Dear colleague,

The band-edge density of states I first sent you for n-type Si, N_c = 2.5 × 10¹⁹ cm⁻³, is wrong. I lost a factor (2π)³/Ω in normalising the basis of Luttinger and Kohn (1955). Here are the attempt, the symptom and the repair.

Conventions. Ω is the primitive cell volume, G and R are reciprocal and direct lattice vectors, spin-orbit coupling is dropped and spin gives a factor 2. At a fixed k₀ the Bloch functions are ψ_nk₀ = exp(ik₀·r) u_n(r) with u_n periodic, and the basis is

χ_nk = exp(i(k−k₀)·r) ψ_nk₀ = exp(ik·r) u_n(r),

with k in one zone. Any primitive cell of the reciprocal lattice serves, with boundary points that differ by a G counted once. Typical inputs for Si: a = 5.431 Å, Δ minimum at k₀ = 0.85 (2π/a)(0,0,1), m_l = 0.92 m₀, m_t = 0.19 m₀, six valleys. Then Ω = a³/4 = 40.05 Å³ = 270.3 bohr³. Since X lies only 0.15 (2π/a) from k₀, I centre the zone on k₀.

The wrong attempt, in atomic units.

(1) Normalise over the cell: ∫_cell u_n* u_n′ d³r = δ_nn′.
(2) The product is periodic: u_n* u_n′ = Σ_G B_G exp(iG·r).
(3) Inside one zone k − k′ = G forces G = 0, so ⟨χ_nk|χ_n′k′⟩ = δ_nn′ δ(k−k′). This line is false given (1).
(4) The periodic Hamiltonian does not couple different k of the zone, so a conduction state is ψ_ck = Σ_n A_n(k) χ_nk with Σ_n |A_n|² = 1, and by (1) its cell-averaged density is 1/Ω.
(5) For δ-normalised states with occupation f, n(r) = 2 ∫ d³k f |ψ_ck(r)|² per valley. With Boltzmann statistics n = N_c exp(−(E_c−E_F)/kT), so N_c = 12 I/Ω, where

I = ∫ d³κ exp(−ε/kT) = (2πkT/ħ²)^(3/2) (m_l m_t²)^(1/2),

κ = k − k₀ and ε = ħ²κ_z²/2m_l + ħ²(κ_x²+κ_y²)/2m_t. At 300 K, kT = 25.9 meV = 9.50 × 10⁻⁴ hartree and I = 8.4 × 10⁻⁵ bohr⁻³. So 12 I/Ω = 3.7 × 10⁻⁶, which I read as bohr⁻³ and converted with 1 bohr³ = 1.482 × 10⁻²⁵ cm³ to the wrong 2.5 × 10¹⁹ cm⁻³.

The symptom. Repeat (5) with lengths in Å and it gives 1.7 × 10²⁰ cm⁻³. In nm it gives 1.7 × 10²³ cm⁻³, above the atom density 2/Ω = 5.0 × 10²² cm⁻³. A density cannot depend on the ruler, and indeed I/Ω has dimension length⁻⁶. A second test needs no masses: occupy one index n throughout the zone, whose volume is (2π)³/Ω. One spin must then hold one state per cell, whereas (1) and (5) give (2π)³/Ω = 0.918 bohr⁻³ = 6.19 Å⁻³.

The faulty line is (3). It drops two factors: B₀ is the cell average, not the cell integral, and a plane wave integrates to (2π)³ times a delta function.

The mended calculation. From (2),

⟨χ_nk|χ_n′k′⟩ = Σ_G B_G ∫ exp(i(k′−k+G)·r) d³r = (2π)³ Σ_G B_G δ(k′−k+G) = (2π)³ B₀ δ(k−k′),

B₀ = (1/Ω) ∫_cell u_n* u_n′ d³r.

The u_n are eigenfunctions of (p+ħk₀)²/2m₀ + V, which is self-adjoint on cell-periodic functions, so they can be taken orthogonal. The overlap is δ_nn′ δ(k−k′) provided that

((2π)³/Ω) ∫_cell u_n* u_n′ d³r = δ_nn′.

With (1) it is ((2π)³/Ω) δ_nn′ δ(k−k′) instead.

Completeness needs one more fact: the eigenfunctions of that operator, over all bands n, span the periodic functions. In the mended normalisation

Σ_n u_n(r) u_n*(r′) = (Ω/(2π)³) Σ_R δ(r−r′−R).

Multiply by exp(ik·(r−r′)) and integrate over the zone, where ∫ d³k exp(ik·R) = ((2π)³/Ω) δ_R,0. The factors cancel:

Σ_n ∫ d³k χ_nk(r) χ_nk*(r′) = δ(r−r′).

With (1) the right side carries (2π)³/Ω again. The basis of one valley is thus complete alone, and bases built at all six minima would together be overcomplete. The 6 in N_c only counts symmetry-equivalent groups of eigenstates.

Line (4) now gives a cell-averaged density 1/(2π)³, a pure number, and

N_c = 12 I/(2π)³ = 12 (2π m_d kT/h²)^(3/2), m_d = (m_l m_t²)^(1/3) = 0.32 m₀.

The cell volume has dropped out. The model's value at 300 K is N_c = 2.7 × 10¹⁹ cm⁻³ in any units.

Size of the error. Wrong over right is the numerical value of (2π)³/Ω, whatever the masses or temperature: 0.918 in bohr, 6.19 in Å, 6194 in nm. The slip survived because the Si cell, 270.3 bohr³, happens to lie near (2π)³ = 248.05, so in atomic units N_c is only 8.2 per cent low. At fixed n, the depth E_c − E_F = kT ln(N_c/n) moves by kT times the logarithm of that ratio: −2.2 meV, +47 meV and +226 meV. The last is 0.20 of the 1.12 eV gap (compiled value, Wing 2021).

I quote N_c to two figures because the parabolic valley is approximate. With ε(1+αε) in place of ε in the dispersion, the density of states gains a factor 1 + 5αε/2 to first order, and averaging with ⟨ε⟩ = 3kT/2 raises N_c by 15αkT/4. For a typical α = 0.5 eV⁻¹ this is about 5 per cent, comparable to the slip in atomic units and opposite in sign. Running the parabola past X matters less: X lies 3.1 thermal widths (m_l kT)^(1/2)/ħ from k₀, and the Gaussian weight beyond it is 0.1 per cent. Your carrier densities would hardly have exposed the atomic-unit version; the change of ruler and the count of states per cell do.